**Surface potential and local ionisation energy of six molecules**

The table holds frontier orbital energies, dipole moments, extremes of the electrostatic potential, the lowest local ionisation energy on the 0.001 a.u. density surface and one Hirshfeld charge for six unrelated molecules, computed with PySCF at r2SCAN/def2-TZVP on GFN2-xTB geometries. The program works out spans, differences and rank correlations, locates sixteen surface extremes by distance and angle, and tests a parameter-free model of Hirshfeld point charges for the dipoles and for the potential at those sites. The charges recover 53 to 95% of the non-zero dipoles but give potentials below the computed one at all ten maxima tested (worst by 1.68 V above Ga, within rounding at Mo) and above it at all six minima tested. They come within 0.10 V at the As and Mo sites. The local ionisation minimum follows the HOMO energy except for one swap, between AsBCl3H3 and Br2GeH2.

PySCF 2.14.0, Kohn-Sham DFT single points with the r2SCAN functional and the def2-TZVP basis on GFN2-xTB geometries of six neutral molecules. Surface potentials and local ionisation energies are taken on the 0.001 a.u. density surface.

## Analysis program

```python
# Table: HOMO/LUMO, dipole, surface potential extremes, lowest local ionisation energy and one Hirshfeld
# charge of six molecules (PySCF, r2SCAN/def2-TZVP, GFN2-xTB geometries, 0.001 a.u. density surface).
# Tested: orders and differences, sites of the extremes, and a parameter-free Hirshfeld point-charge estimate.
T = {
    'system': ['CH2GaN', 'Br2GeH2', 'AsBCl3H3', 'N[SiH2]O', 'H3MoO4', 'CoH4N2'],
    'spin_multiplicity': ['1', '1', '1', '1', '2', '4'],
    'formula': ['CH2GaN', 'Br2GeH2', 'AsBCl3H3', 'H5NOSi', 'H3MoO4', 'CoH4N2'],
    'homo': [-8.302, -7.579, -7.223, -6.437, -5.253, -4.865],  # eV
    'lumo': [-3.248, -1.842, -0.877, 0.454, -3.185, -3.285],  # eV
    'dipole_moment': [3.785, 1.581, 5.046, 1.706, 1.335, 0.003],  # debye
    'surface_potential_max': [3.081, 1.291, 1.439, 1.931, 2.068, 1.08],  # V
    'surface_potential_min': [-1.627, -0.39, -0.819, -1.294, -1.439, -0.899],  # V
    'local_ionisation_min': [9.191, 8.544, 8.772, 7.043, 6.226, 5.826],  # eV
    'q_h': [0.5, -0.12, 0.31, 0.41, 0.8, 0.37],  # e
}
import numpy as np
from scipy import constants as C
from scipy.stats import spearmanr
K = C.e/(4*np.pi*C.epsilon_0*1e-10)   # V per (e/angstrom)
D = C.e*1e-10*C.c/1e-21               # debye per e*angstrom
# geometry (angstrom) and Hirshfeld charges (e) from further outputs of the same runs: x y z q
G = {'CH2GaN': "-.71 0 0 .503 -1.42 -1.39 0 -.101 -1.42 1.39 0 -.101 1.28 0 0 -.091 2.43 0 0 -.211",
 'Br2GeH2': "0 .87 0 .328 1.86 -.44 0 -.12 -1.86 -.44 0 -.12 0 1.7 -1.26 -.044 0 1.7 1.26 -.044",
 'AsBCl3H3': "-.64 0 0 .058 1.51 .01 0 .308 2.24 .72 -1.05 .015 2.23 -1.26 -.09 .015 2.24 .56 1.14 .015 -1.04 -.71 -1.62 -.137 -1.08 1.75 .2 -.137 -1.03 -1.06 1.42 -.137",
 'N[SiH2]O': "-1.37 .46 .05 -.314 .06 -.5 -.01 .405 1.34 .49 -.04 -.302 -2.25 -.01 .17 .114 -1.48 1.2 -.62 .113 0 -1.3 1.21 -.095 .3 -1.29 -1.22 -.093 1.41 1.21 .58 .173",
 'H3MoO4': "0 -.07 .02 .798 0 -1.67 .34 -.36 0 1.68 .26 -.325 -.01 2.63 .4 .177 -1.77 .06 -.32 -.323 -2.54 -.49 -.46 .177 1.77 .07 -.31 -.323 2.55 -.48 -.46 .178",
 'CoH4N2': "0 0 0 .366 1.76 0 0 -.373 2.38 .57 .57 .095 2.38 -.57 -.57 .095 -1.76 0 0 -.373 -2.38 .57 -.57 .095 -2.38 -.57 .57 .095"}
G = {k: np.array(v.split(), float).reshape(-1, 4) for k, v in G.items()}
# surface sites from the same runs: molecule, label, neighbour, host atom, position, value (V; max/min = table)
S = [('CH2GaN', 'C-Ga', 3, 0, (-.62, -.19, 1.82), 'max'), ('H3MoO4', 'O-H', 6, 7, (3.46, -1.12, -.86), 'max'),
 ('N[SiH2]O', 'O-H', 2, 7, (1.75, 2.18, 1.18), 'max'), ('AsBCl3H3', 'B-As', 0, 1, (3.75, -.06, -.02), 'max'),
 ('Br2GeH2', 'Br-Ge', 1, 0, (-1.46, 2.36, -.06), 'max'), ('CoH4N2', 'N-H', 4, 6, (-3.18, -1.37, 1.15), 'max'),
 ('N[SiH2]O', 'N-H', 0, 3, (-3.39, -.5, .38), 1.382), ('H3MoO4', 'O-Mo', 1, 0, (-.94, -.07, 2.12), .412),
 ('Br2GeH2', 'Ge-Br', 0, 1, (3.57, -1.64, -.06), .297), ('AsBCl3H3', 'B-Cl', 0, 6, (-1.48, 3.67, .38), -.107),
 ('CH2GaN', 'C-N', 3, 4, (4.31, -.19, 0), 'min'), ('H3MoO4', 'Mo-O', 0, 1, (.07, -3.27, 1.14), 'min'),
 ('N[SiH2]O', 'Si-O', 1, 2, (2.71, .3, -1.22), 'min'), ('CoH4N2', 'Co-N', 0, 1, (1.62, -1.52, 1.43), 'min'),
 ('AsBCl3H3', 'B-Cl', 0, 6, (-2.19, 1.54, -1.62), 'min'), ('Br2GeH2', 'Ge-Br', 0, 2, (-.66, -2.33, -.06), 'min')]
n = list(T['system']); ix = {s: i for i, s in enumerate(n)}
a = lambda k: np.array(T[k], float)
ho, lu, mu, q, al = a('homo'), a('lumo'), a('dipole_moment'), a('q_h'), a('local_ionisation_min')
vx, vn = a('surface_potential_max'), a('surface_potential_min')
span, exc = vx - vn, al + ho
print("molecule: potential span (V), LUMO-HOMO (eV), ionisation min minus |HOMO| (eV)")
for i, s in enumerate(n):
    print(f"{s:9s} {span[i]:.3f} {lu[i]-ho[i]:.3f} {exc[i]:.3f}")
r = lambda x, y: spearmanr(x, y)[0]
print(f"rank corr: ionisation min vs |HOMO| {r(al,-ho):.2f}; span vs dipole {r(span,mu):.2f}")
print(f"rank corr of V max with dipole {r(vx,mu):.2f}, q_h {r(vx,q):.2f}, -LUMO {r(vx,-lu):.2f}")
print("dipole (D): point charges, DFT, difference, share")
for i, s in enumerate(n):
    g = G[s]; m = D*np.linalg.norm(g[:, 3] @ (g[:, :3] - g[:, :3].mean(0)))
    print(f"{s:9s} {m:.2f} {mu[i]:.2f} {m-mu[i]:+.2f}" + (f" {100*m/mu[i]:.0f}%" if mu[i] > .01 else " zero by symmetry"))
print("site: host q (e), distance (A), angle A-B-site (deg), V DFT, V charges, DFT-charges (V)")
res, unc = [], []
for s, lab, nb, h, p, v in S:
    g = G[s]; p = np.array(p); d = np.linalg.norm(g[:, :3] - p, axis=1)
    kind = v if isinstance(v, str) else 'local max'
    v = vx[ix[s]] if v == 'max' else vn[ix[s]] if v == 'min' else v
    u, w = g[nb, :3] - g[h, :3], p - g[h, :3]
    ang = np.degrees(np.arccos(u @ w/np.linalg.norm(u)/np.linalg.norm(w)))
    V = K*np.sum(g[:, 3]/d); res.append((v - V, s, lab, kind))
    unc.append(K*np.sum(.0005/d + abs(g[:, 3])*.01/d**2))
    print(f"{s} {lab} {kind}: {g[h,3]:+.3f} {d[h]:.2f} {ang:.0f} {v:+.3f} {V:+.2f} {v-V:+.2f}")
wst = max(res, key=lambda t: abs(t[0]))
print(f"worst site {wst[1]} {wst[2]} {wst[3]} {wst[0]:+.2f} V; input rounding moves V by up to {max(unc):.2f} V")
print(f"mean DFT-charges: six maxima {np.mean([t[0] for t in res[:6]]):+.2f} V, six minima {np.mean([t[0] for t in res[-6:]]):+.2f} V")
g = G['AsBCl3H3'][:, 3]
print(f"fragment charges: AsH3 {g[1:5].sum():+.3f} e, BCl3 {g[0]+g[5:].sum():+.3f} e")
print(f"V max Ga minus next {vx[ix['CH2GaN']]-np.sort(vx)[-2]:.3f} V; span CoH4N2 minus Br2GeH2 {span[ix['CoH4N2']]-span[ix['Br2GeH2']]:.3f} V")
print(f"AsBCl3H3 minus Br2GeH2: |HOMO| {ho[ix['Br2GeH2']]-ho[ix['AsBCl3H3']]:+.3f}, ionisation min {al[ix['AsBCl3H3']]-al[ix['Br2GeH2']]:+.3f} eV")
# O-site local ionisation minima (9.016, 8.995 eV), metal spins and S2 from the same runs
print(f"O-site ionisation above lowest: H3MoO4 {9.016-al[ix['H3MoO4']]:.3f}, N[SiH2]O {8.995-al[ix['N[SiH2]O']]:.3f} eV")
print(f"spin on metal: Mo {100*.893:.0f}%, Co {100*2.429/3:.0f}%; S2 excess {.754-.75:.3f}, {3.77-3.75:.2f}")
assert np.all(exc > 0)
assert n[int(np.argmax(vx))] == 'CH2GaN' and n[int(np.argmax(mu))] == 'AsBCl3H3'
assert mu[ix['CoH4N2']] < .01 and span[ix['CoH4N2']] > span[ix['Br2GeH2']]
assert {n[i] for i in np.argsort(al)[:2]} == {'H3MoO4', 'CoH4N2'}
```

Running it gives:

```
molecule: potential span (V), LUMO-HOMO (eV), ionisation min minus |HOMO| (eV)
CH2GaN    4.708 5.054 0.889
Br2GeH2   1.681 5.737 0.965
AsBCl3H3  2.258 6.346 1.549
N[SiH2]O  3.225 6.891 0.606
H3MoO4    3.507 2.068 0.973
CoH4N2    1.979 1.580 0.961
rank corr: ionisation min vs |HOMO| 0.94; span vs dipole 0.31
rank corr of V max with dipole 0.43, q_h 0.77, -LUMO -0.09
dipole (D): point charges, DFT, difference, share
CH2GaN    3.36 3.79 -0.43 89%
Br2GeH2   1.16 1.58 -0.42 73%
AsBCl3H3  4.61 5.05 -0.43 91%
N[SiH2]O  0.90 1.71 -0.81 53%
H3MoO4    1.27 1.33 -0.07 95%
CoH4N2    0.00 0.00 -0.00 zero by symmetry
site: host q (e), distance (A), angle A-B-site (deg), V DFT, V charges, DFT-charges (V)
CH2GaN C-Ga max: +0.503 1.83 87 +3.081 +1.40 +1.68
H3MoO4 O-H max: +0.178 1.18 169 +2.068 +0.70 +1.36
N[SiH2]O O-H max: +0.173 1.19 165 +1.931 +0.68 +1.25
AsBCl3H3 B-As max: +0.308 2.24 178 +1.439 +1.34 +0.10
Br2GeH2 Br-Ge max: +0.328 2.09 169 +1.291 +0.63 +0.66
CoH4N2 N-H max: +0.095 1.27 173 +1.080 +0.11 +0.97
N[SiH2]O N-H local max: +0.114 1.26 174 +1.382 +0.46 +0.92
H3MoO4 O-Mo local max: +0.798 2.30 80 +0.412 +0.36 +0.05
Br2GeH2 Ge-Br local max: -0.120 2.09 178 +0.297 -0.31 +0.60
AsBCl3H3 B-Cl local max: -0.137 1.97 177 -0.107 -0.54 +0.43
CH2GaN C-N min: -0.211 1.89 174 -1.627 -1.09 -0.54
H3MoO4 Mo-O min: -0.360 1.79 165 -1.439 -1.06 -0.38
N[SiH2]O Si-O min: -0.302 1.82 123 -1.294 -0.59 -0.70
CoH4N2 Co-N min: -0.373 2.09 86 -0.899 -0.16 -0.73
AsBCl3H3 B-Cl min: -0.137 2.14 86 -0.819 -0.71 -0.11
Br2GeH2 Ge-Br min: -0.120 2.24 93 -0.390 -0.17 -0.22
worst site CH2GaN C-Ga max +1.68 V; input rounding moves V by up to 0.07 V
mean DFT-charges: six maxima +1.00 V, six minima -0.45 V
fragment charges: AsH3 +0.353 e, BCl3 -0.353 e
V max Ga minus next 1.013 V; span CoH4N2 minus Br2GeH2 0.298 V
AsBCl3H3 minus Br2GeH2: |HOMO| -0.356, ionisation min +0.228 eV
O-site ionisation above lowest: H3MoO4 2.790, N[SiH2]O 1.952 eV
spin on metal: Mo 89%, Co 81%; S2 excess 0.004, 0.02
```
